# Orbitals pinned to the nuclei and the spurious Hellmann–Feynman force in minimal-basis H$_2^+$

**Conventions.** Atomic units are used (hartree $E_h$, bohr $a_0$). The protons A and B are clamped a distance $R$ apart, and the state is $\psi=(a+b)/\sqrt{2(1+S)}$ with normalised 1s Slater orbitals of exponent $\zeta=1$. Forces are conjugate to $R$, so a positive force is repulsive. Primes denote derivatives with respect to the argument.

## Statement

With the orbitals centred on the protons,
$$E=-\tfrac12+\frac1R-\eta,\qquad \eta=\frac{j+k}{1+S},$$
$$S=e^{-R}\left(1+R+\tfrac13R^2\right),\quad j=\frac{1-(1+R)e^{-2R}}{R},\quad k=(1+R)e^{-R}.$$
The force $F=-dE/dR$ decays as $Re^{-R}$. The Hellmann–Feynman force $F_{\rm HF}$ tends to $+1/(2R^2)$, and the Pulay term $F_{\rm P}=F-F_{\rm HF}$ tends to $-1/(2R^2)$.

This picture assumes that each orbital centre coincides with its nucleus. Let each centre instead move a distance $\delta$ towards the other proton, with $\delta$ fixed variationally. Then:

1. $F_{\rm P}=0$ at the optimum, so $F_{\rm HF}=F$ (Hurley, 1954).
2. The first correction is $\delta=-2F_{\rm P}/K$ and $\Delta E=-2F_{\rm P}^2/K$. Here $F_{\rm P}$ is the pinned Pulay term and $K=\partial^2E/\partial\delta^2$ at $\delta=0$.
3. At large $R$, $K\to4/3$, $\delta\to 3/(4R^2)$, $\Delta E\to-3/(8R^4)$ and $F\to-3/(2R^5)$. The force is no longer exponentially small.
4. At $R=8\,a_0$ the model gives $\delta=0.0135\,a_0$. The Hellmann–Feynman force changes sign, while $F$ changes by 4.8 %.

## Where the assumption enters

Let $d=R-2\delta$ be the distance between the orbital centres. The energy $E(R,d)$ depends on $R$ only through the Hamiltonian and on $d$ only through $\psi$, whose coefficients are fixed by symmetry. Pinning sets $d=R$, so that
$$F=-\frac{\partial E}{\partial R}-\frac{\partial E}{\partial d}=F_{\rm HF}+F_{\rm P}.$$
The Pulay term is thus the slope of the energy along a parameter that was never optimised. Since $\partial/\partial\delta=-2\,\partial/\partial d$ at fixed $R$, one has $\partial E/\partial\delta=2F_{\rm P}$. At a stationary $\delta$ this vanishes, which proves statement 1.

## The pinned forces

The density is $(a^2+b^2+2ab)/[2(1+S)]$. By Gauss's law a unit cloud $a^2$ pulls a proton at distance $x$ from its centre with
$$g(x)=-j'(x)=\frac{1-(1+2x+2x^2)e^{-2x}}{x^2}.$$
The cloud $b^2$ is spherical about B and exerts no force on it. The overlap cloud pulls B towards A with $G=\int ab\,\cos\theta_b\,r_b^{-2}\,dV$, where $\theta_b$ is measured from the direction B→A. In spheroidal coordinates $\lambda=(r_a+r_b)/R$, $\mu=(r_a-r_b)/R$, the $\mu$ integral yields a Legendre function of the second kind:
$$G=R\int_1^\infty\! d\lambda\, e^{-R\lambda}\int_{-1}^{1}\! d\mu\,\frac{(\lambda+\mu)(1-\lambda\mu)}{(\lambda-\mu)^2}=4R\int_1^\infty e^{-R\lambda}Q_2(\lambda)\,d\lambda,$$
$$G=\frac{6}{R^2}\left[S\,(\gamma+\ln 2R)+\bar S\,E_1(2R)\right]-6e^{-R}\left(1+\frac2R\right).$$
Here $\bar S=e^{R}(1-R+R^2/3)$, $\gamma$ is Euler's constant and $E_1$ is the exponential integral. Hence
$$F_{\rm HF}=\frac1{R^2}-\frac{g+2G}{2(1+S)},\qquad F_{\rm P}=\frac{-g+2k'+2G-2\eta S'}{2(1+S)},$$
with $k'=-Re^{-R}$ and $S'=-R(1+R)e^{-R}/3$. When overlap is negligible, $F_{\rm HF}=1/R^2-1/(2R^2)$: proton A repels B fully, but only half an electron screens it.

## The floated energy

The relation $(-\tfrac12\nabla^2-1/r_a)a=-\tfrac12a$, with $r_a$ measured from the orbital centre, gives the kinetic integrals $\tfrac12$ and $k(d)-\tfrac12S(d)$. Therefore
$$E=\frac1R+\frac{\tfrac12-j(\delta)-j(R-\delta)-\tfrac12S(d)+k(d)-2V}{1+S(d)},$$
where $V$ is the potential of the cloud $ab$ at either proton. Spheroidal coordinates are now built on the orbital centres, which puts the protons on the axis at $\lambda_0=R/d$. The volume element carries $\lambda^2-\mu^2=\tfrac23[P_2(\lambda)-P_2(\mu)]$, so only $l=0$ and $l=2$ survive in the Neumann expansion of the Coulomb kernel:
$$V=\frac{2d^2}{3}\int_1^\infty e^{-d\lambda}\left[P_2(\lambda)Q_0(\lambda_>)-P_2(\lambda_<)Q_2(\lambda_>)\right]d\lambda,$$
where $\lambda_>$ and $\lambda_<$ are the larger and smaller of $\lambda$ and $\lambda_0$. The proton lies a distance $\delta=d(\lambda_0-1)/2$ beyond the centre. Differentiating at fixed $d$ gives
$$-\frac{\partial V}{\partial\delta}=4d\left[Q_1(\lambda_0)\int_1^{\lambda_0}e^{-d\lambda}P_2\,d\lambda+\lambda_0\int_{\lambda_0}^\infty e^{-d\lambda}Q_2\,d\lambda\right].$$
This equals $G(d)$ at $\lambda_0=1$. One more derivative, taken at $\lambda_0\to1$, gives
$$V=k(d)-G(d)\,\delta-\frac{G(d)}{d}\,\delta^2+O(\delta^3).$$

The restoring force comes from the near proton:
$$j(\delta)=1-\tfrac23\delta^2+\tfrac23\delta^3-\dots$$
Inserting $d=R-2\delta$ and expanding gives $E=E(0)+2F_{\rm P}\delta+\tfrac12K\delta^2+\dots$, with $F_{\rm P}$ as above and
$$K=\frac{\tfrac43-j''-4k''-8G'+4G/R+4\eta S''+8F_{\rm P}S'}{1+S},$$
where all functions are taken at $R$. Minimising the quadratic proves statement 2. The force correction is $\Delta F=-d\Delta E/dR$.

## Large-$R$ limit

Without overlap, $E=1/R+\tfrac12-j(\delta)-j(R-\delta)$. Stationarity reads $g(\delta)=g(R-\delta)$, so the two protons pull equally on each cloud. With $g(\delta)\simeq\tfrac43\delta$ and $g(R-\delta)\simeq R^{-2}$, this gives $\delta=3/(4R^2)$ and $\Delta E=-\delta/R^2+\tfrac23\delta^2=-3/(8R^4)$. The Hellmann–Feynman force becomes
$$F_{\rm HF}=\frac1{R^2}-\tfrac12\left[g(R-\delta)+g(\delta)\right]=\frac1{R^2}-\frac1{(R-\delta)^2}\simeq-\frac{2\delta}{R^3}=-\frac{3}{2R^5},$$
which equals $-d\Delta E/dR$ and proves statement 3. The displaced half-electron pulls its own proton inward with $\tfrac12\cdot\tfrac43\delta=1/(2R^2)$, and this removes the spurious repulsion. The density change is linear in $\delta$ and alters $F_{\rm HF}$ at order $R^{-2}$. The energy change is quadratic in $\delta$ and alters $F$ at order $R^{-5}$. The term $3/(2R^5)$ overtakes the magnitude of the pinned force at about $16\,a_0$.

Writing $\Delta E=-\alpha/(2R^4)$ identifies a polarisability $\alpha=3/4$ for the rigidly shifted cloud. The exact value follows from $(H_0+\tfrac12)\,z(1+r/2)\,a=z\,a$, where $H_0$ is the hydrogen-atom Hamiltonian. This gives $\alpha=2\langle z^2(1+r/2)\rangle=9/2$. Floating restores the Hellmann–Feynman theorem completely but recovers only one sixth of the leading induction energy.

## Size at $R=8\,a_0$

For pinned orbitals, $S=0.01018$, $G=7.062\times10^{-4}$ and $E+\tfrac12=-1.729\times10^{-3}\,E_h$. The forces, in $10^{-3}\,E_h/a_0$, are
$$F_{\rm HF}=+7.192,\qquad F_{\rm P}=-8.681,\qquad F=-1.489.$$
The limiting value $1/(2R^2)$ is 7.81 in the same unit. The Hellmann–Feynman force has the wrong sign and 4.8 times the magnitude of $F$.

In the numerator of $K$, $j''=3.906\times10^{-3}$, and the five overlap terms nearly cancel, summing to $-1.0\times10^{-4}$. The result is $K=1.316\,E_h/a_0^2$, which lies 1.3 % below $4/3$.

| | $\delta/a_0$ | $\Delta E/(10^{-4}E_h)$ | $\Delta F/(10^{-5}E_h/a_0)$ |
|---|---|---|---|
| large-$R$ limit | 0.0117 | −0.92 | −4.6 |
| second order in $\delta$, with overlap | 0.0132 | −1.15 | −7.0 |
| full minimisation over $\delta$ | 0.0135 | −1.16 | −7.2 |

The large-$R$ limit is not adequate at this distance. Overlap increases $|F_{\rm P}|$ and steepens its decay, and the resulting contribution to $\Delta F$ is more than half the size of the asymptotic term. The expansion in $\delta$, by contrast, converges quickly. The cubic term $-\tfrac23\delta^3/(1+S)=-1.5\times10^{-6}\,E_h$ accounts for the step from the second row to the third in $\Delta E$.

At the optimum, $E+\tfrac12=-1.85\times10^{-3}\,E_h$ and $F_{\rm HF}=F=-1.56\times10^{-3}\,E_h/a_0$. The shift of the centres thus lowers $F_{\rm HF}$ by $8.75\times10^{-3}\,E_h/a_0$, more than a hundred times the change in $F$. Relative to the pinned values, $F$ changes by 4.8 % and the binding energy by 6.7 %. The pinned energy gradient is therefore a good approximation to the floated one, whereas the pinned Hellmann–Feynman force is not.

These numbers are the model's. The exact leading induction force is $-9/R^5=-2.7\times10^{-4}\,E_h/a_0$. The five sixths of it that a rigid 1s cloud omits amount to $-2.3\times10^{-4}\,E_h/a_0$, about three times the floating correction itself. Accurate clamped-nucleus curves of H$_2^+$ typically show a binding of roughly $2.6\times10^{-3}\,E_h$ and a force of roughly $-2\times10^{-3}\,E_h/a_0$ near $8\,a_0$, so the floated model remains too weakly attractive by about a quarter.